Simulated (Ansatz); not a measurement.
## A correction line for wB97M-V/def2-TZVPP: vertical ionisation energy

The vertical ionisation energy (cation less neutral) in eV of 8 molecular compounds of Ta: x at wB97M-V/def2-TZVPP, y at CCSD(T)/def2-TZVPP. Shapes, held fixed at every level: PBE0-D4/def2-TZVP. Flexible molecules stand in one conformer, not always the lowest. Programs: Ansatz 0.2.0.

| molecule | x (eV) | y (eV) |
| --- | --- | --- |
| C2H10NO4Ta (SMILES C[N](C)[Ta]([OH])([OH])([OH])[OH]) | 8.56 | 8.61 |
| TaN4H7 (SMILES [NH]=[Ta]([NH2])([NH2])[NH2]) | 8.99 | 9.17 |
| C2H7ClFN2Ta (SMILES C[N](C)[Ta](=[NH])([F])[Cl]) | 9.19 | 9.23 |
| Ta(NH2)2(OH)S | 9.25 | 9.34 |
| C3H10NO3Ta (SMILES C[O][Ta](=[NH])([O]C)[O]C) | 9.27 | ? |
| Ta(CH3)(OH)FS | 9.68 | 9.78 |
| Ta(OH)5 | 11.11 | 11.24 |
| Ta(OH)4F | 11.57 | 11.64 |

Fit y = c + s·x to the known rows and predict y for C3H10NO3Ta.


1. Means of the 7 rows: x = 9.7643, y = 9.859.
2. Σ(Δx)² = 7.7228, Σ(Δx·Δy) = 7.7468, so the slope is 7.7468/7.7228 = 1.0031.
3. Intercept: 9.859 − (1.0031) × 9.7643 = 0.064. The largest residual of the fit is 0.088.
4. C3H10NO3Ta: 0.064 + 1.0031 × 9.27 = 9.36 eV.

CCSD(T)/def2-TZVPP gives 9.36 eV, so the prediction is off by 0.00 eV: they agree to the digits shown. Uncorrected, wB97M-V/def2-TZVPP misses it by -0.09 eV, and the other rows by 0.09 on average. The line removes about 100 % of this miss. Left out in turn, the other rows are missed by 0.05 eV on average. Cations run unrestricted. For atoms past krypton def2 sets carry core potentials with scalar relativity. Outer-core shells of Ta are correlated, in sets that cover them unevenly.

The fitted slope is so close to one that the line acts almost entirely as a constant upward shift: wB97M-V already reproduces the ordering and spread of the CCSD(T) ionisation energies but places every one slightly too low. All these molecules are formally Ta(V), d0, so the electron probably leaves a ligand-centred lone-pair or π orbital rather than a metal d shell. That accounts for the broad range: amide, imide and sulfide ligands offer more easily ionised electrons than the oxygen and fluorine donors in Ta(OH)5 and Ta(OH)4F, whose electrons are held more tightly.

The remaining error does not follow the ionisation energy, nor simply the ligand class, since TaN4H7 needs a clearly larger correction than the other nitrogen-containing compounds. The perfect match for C3H10NO3Ta is therefore partly fortunate; the leave-one-out error of 0.05 eV is a fairer guide to similar d0 compounds. Nothing here supports carrying the shift over to lower-valent tantalum, where ionisation could remove a metal d electron.
